**Uneven core-level steps from Ba to Dy: 4f to 5d swap, half-filled shell or relaxation**

The table holds Kα1, K and L3 binding energies of the neutral atoms Ba to Dy from Dirac-Fock ΔSCF calculations averaged over the configuration, with Breit and QED terms and no correlation. The program fits a cubic in Z plus one extra term: a common offset for the atoms with a 5d electron (La, Ce, Gd), a half-filled-shell kink at Eu or Gd, or an offset for Gd alone. The 5d offset reduces the L3 rms residual from 3.5 to 0.05 eV, whereas the best kink leaves 1.8 eV, and a search over 561 sets of rows picks La, Ce and Gd unaided. The offset is about 7.4 eV in K, 8.3 eV in L3 and 9.7 eV in M1, and it cancels to about -0.9 eV in Kα1. Koopmans values from the same runs carry 92 % of the K offset, so the effect lies mainly in the initial state.

Radial Dirac-Fock and Kohn-Sham solver 2: free neutral atoms from Ba to Dy, each in its tabulated ground configuration. Average-of-configuration Dirac-Fock ΔSCF with a finite nucleus, first-order frequency-dependent Breit interaction, self-energy and vacuum polarisation, without correlation.

## Analysis program

```python
# Table: K-alpha1, K and L3 binding energies (eV) of neutral Ba..Dy; radial Dirac-Fock solver, Delta-SCF,
# configuration average, Breit + QED, no correlation. Tested: are the uneven steps due to the 4f->5d swap
# (La, Ce, Gd), to a half-filled-shell kink, or to the Koopmans-minus-binding part (relaxation, Breit, QED)?
T = {
    'ion': ['Ba', 'La', 'Ce', 'Pr', 'Nd', 'Pm', 'Sm', 'Eu', 'Gd', 'Tb', 'Dy'],
    'Z': [56, 57, 58, 59, 60, 61, 62, 63, 64, 65, 66],
    'k_alpha1': [32190.7, 33439.3, 34717.0, 36023.8, 37358.8, 38722.8, 40116.3, 41540.1, 42993.5, 44479.8, 45995.8],  # eV
    'k_binding': [37447.0, 38936.2, 40450.6, 41990.9, 43572.0, 45187.1, 46836.4, 48520.8, 50248.1, 51996.5, 53787.8],  # eV
    'l3_binding': [5256.3, 5496.8, 5733.6, 5967.1, 6213.3, 6464.3, 6720.1, 6980.7, 7254.6, 7516.7, 7792.0],  # eV
}
import numpy as np
from itertools import combinations
from scipy.constants import physical_constants as pc
ion = T['ion']; Z = np.array(T['Z'], float); x = (Z - 61) / 5
K, L3, Ka = (np.array(T[k], float) for k in ('k_binding', 'l3_binding', 'k_alpha1'))
d = np.array([s in ('La', 'Ce', 'Gd') for s in ion], float)  # 5d count, standard ground configurations
# further outputs of the same runs (eV), Ba..Dy, typed in
Kk = np.array([37656.1, 39154.5, 40678.9, 42230.1, 43821.8, 45447.8, 47108.4, 48804.5, 50543.3, 52304.8, 54109.0])
L1 = np.array([6003.8, 6285.1, 6564.8, 6843.1, 7136.7, 7437.5, 7745.6, 8061.3, 8393.0, 8715.8, 9054.8])
M1 = np.array([1304.2, 1381.7, 1450.7, 1511.6, 1583.6, 1657.2, 1732.5, 1809.6, 1898.0, 1969.2, 2051.8])
L3k = {'Ce': 5787.0, 'Pr': 6023.2, 'Pm': 6524.0, 'Eu': 7044.2, 'Gd': 7319.2, 'Tb': 7584.0}
relaxTb = -81.31
def fit(y, f=None, deg=3):
    A = np.vander(x, deg + 1)
    if f is not None:
        A = np.c_[A, f]
    c = np.linalg.lstsq(A, y, rcond=None)[0]
    return c[-1], y - A @ c
rms = lambda r: float(np.sqrt(np.mean(r**2)))
print(f"rms expected from rounding to 0.1 eV: {0.1/12**0.5:.3f} eV")
print(f"largest |Ka1 - (K - L3)|: {abs(Ka-K+L3).max():.2f} eV")
print(f"rise Ba to Dy (eV): K {K[-1]-K[0]:.1f}, L3 {L3[-1]-L3[0]:.1f}, Ka1 {Ka[-1]-Ka[0]:.1f}")
mods = {'cubic only': None, 'cubic + 5d count': d, 'cubic + kink at Eu': np.maximum(0, Z-63),
        'cubic + kink at Gd': np.maximum(0, Z-64), 'cubic + Gd alone': (Z == 64) * 1.0}
R = {m: fit(L3, f)[1] for m, f in mods.items()}
print("step from previous row (K, L3, Ka1) | L3 residual: cubic, 5d, kink Eu, kink Gd, Gd alone (eV)")
for i, s in enumerate(ion):
    st = " ".join(f"{y[i]-y[i-1]:7.1f}" for y in (K, L3, Ka)) if i else " " * 23
    print(f"{s} {st} | " + " ".join(f"{R[m][i]:+6.2f}" for m in mods))
print("model: rms residual K, L3, Ka1 (eV); worst L3 row")
for m, f in mods.items():
    w = abs(R[m]).argmax()
    print(f"{m:19s} {rms(fit(K,f)[1]):.2f} {rms(R[m]):.2f} {rms(fit(Ka,f)[1]):.2f}; {ion[w]} {R[m][w]:+.2f}")
sets = sorted((rms(fit(L3, np.isin(np.arange(len(Z)), c) * 1.0)[1]), c)
              for n in (1, 2, 3, 4) for c in combinations(range(len(Z)), n))
print(f"common L3 offset tried on {len(sets)} sets of 1 to 4 rows, best three (rms, eV):")
print("  " + "; ".join(f"{'+'.join(ion[i] for i in c)} {r:.2f}" for r, c in sets[:3]))
print("level: shift per 5d (cubic, quartic), rms | La, Ce, Gd offsets from cubic through the other 8 rows (eV)")
D = {}; m0 = d == 0
for n, y in (('K', K), ('L1', L1), ('L3', L3), ('M1', M1), ('Ka1', Ka),
             ('K Koopmans', Kk), ('K bind-Koop', K - Kk)):
    D[n], r = fit(y, d)
    off = (y - np.polyval(np.polyfit(x[m0], y[m0], 3), x))[~m0]
    D[n + 'o'] = off
    print(f"{n:11s} {D[n]:+.2f} {fit(y,d,4)[0]:+.2f}, {rms(r):.2f} | " + " ".join(f"{o:+.2f}" for o in off))
rK = fit(K, d)[1]; w = abs(rK).argmax()
print(f"worst K residual with 5d count: {ion[w]} {rK[w]:+.2f} eV")
print(f"Koopmans share of K shift: {100*D['K Koopmans']/D['K']:.0f} %; |Ka1 shift|/L3 shift: {100*abs(D['Ka1'])/D['L3']:.0f} %")
g = {s: L3k[s] - L3[ion.index(s)] for s in L3k}; zz = dict(zip(ion, Z)); b = ('Pr', 'Pm', 'Eu', 'Tb')
p = np.polyfit([zz[s] for s in b], [g[s] for s in b], 1)
print("L3 Koopmans - binding (eV): " + ", ".join(f"{s} {g[s]:.1f}" for s in g))
print("  minus line through Pr, Pm, Eu, Tb: " + ", ".join(f"{s} {g[s]-np.polyval(p, zz[s]):+.2f}" for s in g))
t = ion.index('Tb')
print(f"Tb K: Koopmans - binding {Kk[t]-K[t]:.1f} eV, relaxation {relaxTb} eV, {100*abs(relaxTb)/(Kk[t]-K[t]):.0f} % of it")
Eh = pc['Hartree energy in eV'][0]
print(f"shift as effective change of <1/r> (1/bohr): K {D['K']/Eh:.2f}, L3 {D['L3']/Eh:.2f}, M1 {D['M1']/Eh:.2f}")
print(f"shift as share of mean step: K {100*D['K']/np.diff(K).mean():.2f} %, L3 {100*D['L3']/np.diff(L3).mean():.1f} %")
assert abs(Ka - K + L3).max() < 0.16
assert (D['Ko'] > 0).all() and (D['L3o'] > 0).all() and abs(D['Ka1']) < 0.3 * D['L3']
assert rms(R['cubic + 5d count']) < min(rms(R[m]) for m in mods if '5d' not in m)
assert 0.7 < D['K Koopmans'] / D['K'] < 1.2
```

Running it gives:

```
rms expected from rounding to 0.1 eV: 0.029 eV
largest |Ka1 - (K - L3)|: 0.10 eV
rise Ba to Dy (eV): K 16340.8, L3 2535.7, Ka1 13805.1
step from previous row (K, L3, Ka1) | L3 residual: cubic, 5d, kink Eu, kink Gd, Gd alone (eV)
Ba                         |  -3.97  +0.01  -3.92  -1.53  -3.05
La  1489.2   240.5  1248.6 |  +4.50  +0.01  +4.43  +2.52  +3.93
Ce  1514.4   236.8  1277.7 |  +4.80  -0.08  +4.74  +2.05  +3.75
Pr  1540.3   233.5  1306.8 |  -2.79  +0.10  -2.77  -4.01  -3.55
Nd  1581.1   246.2  1335.0 |  -2.35  +0.02  -2.25  -1.13  -2.32
Pm  1615.1   251.0  1364.0 |  -1.88  -0.01  -1.76  +1.33  -0.83
Sm  1649.3   255.8  1393.5 |  -1.47  -0.03  -1.48  +1.89  +0.57
Eu  1684.4   260.6  1423.8 |  -1.23  -0.07  -1.57  -0.92  +1.53
Gd  1727.3   273.9  1453.4 |  +7.27  +0.08  +7.37  -0.07  -0.00
Tb  1748.4   262.1  1486.3 |  -1.19  +0.02  -0.99  -0.28  +1.09
Dy  1791.3   275.3  1516.0 |  -1.70  -0.02  -1.80  +0.14  -1.13
model: rms residual K, L3, Ka1 (eV); worst L3 row
cubic only          3.15 3.52 0.41; Gd +7.27
cubic + 5d count    0.12 0.05 0.12; Pr +0.10
cubic + kink at Eu  3.15 3.52 0.40; Gd +7.37
cubic + kink at Gd  1.63 1.82 0.24; Pr -4.01
cubic + Gd alone    2.15 2.39 0.29; La +3.93
common L3 offset tried on 561 sets of 1 to 4 rows, best three (rms, eV):
  La+Ce+Gd 0.05; Ba+La+Ce+Gd 0.96; La+Ce+Gd+Dy 1.16
level: shift per 5d (cubic, quartic), rms | La, Ce, Gd offsets from cubic through the other 8 rows (eV)
K           +7.36 +7.18, 0.12 | +7.35 +7.28 +7.43
L1          +8.34 +8.29, 0.03 | +8.31 +8.30 +8.39
L3          +8.25 +8.22, 0.05 | +8.20 +8.09 +8.38
M1          +9.66 +9.57, 0.04 | +9.77 +9.68 +9.58
Ka1         -0.92 -1.06, 0.12 | -0.97 -0.85 -0.94
K Koopmans  +6.79 +6.57, 0.14 | +6.78 +6.70 +6.87
K bind-Koop +0.57 +0.61, 0.02 | +0.56 +0.58 +0.57
worst K residual with 5d count: Tb +0.29 eV
Koopmans share of K shift: 92 %; |Ka1 shift|/L3 shift: 11 %
L3 Koopmans - binding (eV): Ce 53.4, Pr 56.1, Pm 59.7, Eu 63.5, Gd 64.6, Tb 67.3
  minus line through Pr, Pm, Eu, Tb: Ce -0.77, Pr +0.06, Pm -0.08, Eu -0.02, Gd -0.79, Tb +0.04
Tb K: Koopmans - binding 308.3 eV, relaxation -81.31 eV, 26 % of it
shift as effective change of <1/r> (1/bohr): K 0.27, L3 0.30, M1 0.36
shift as share of mean step: K 0.45 %, L3 3.3 %
```
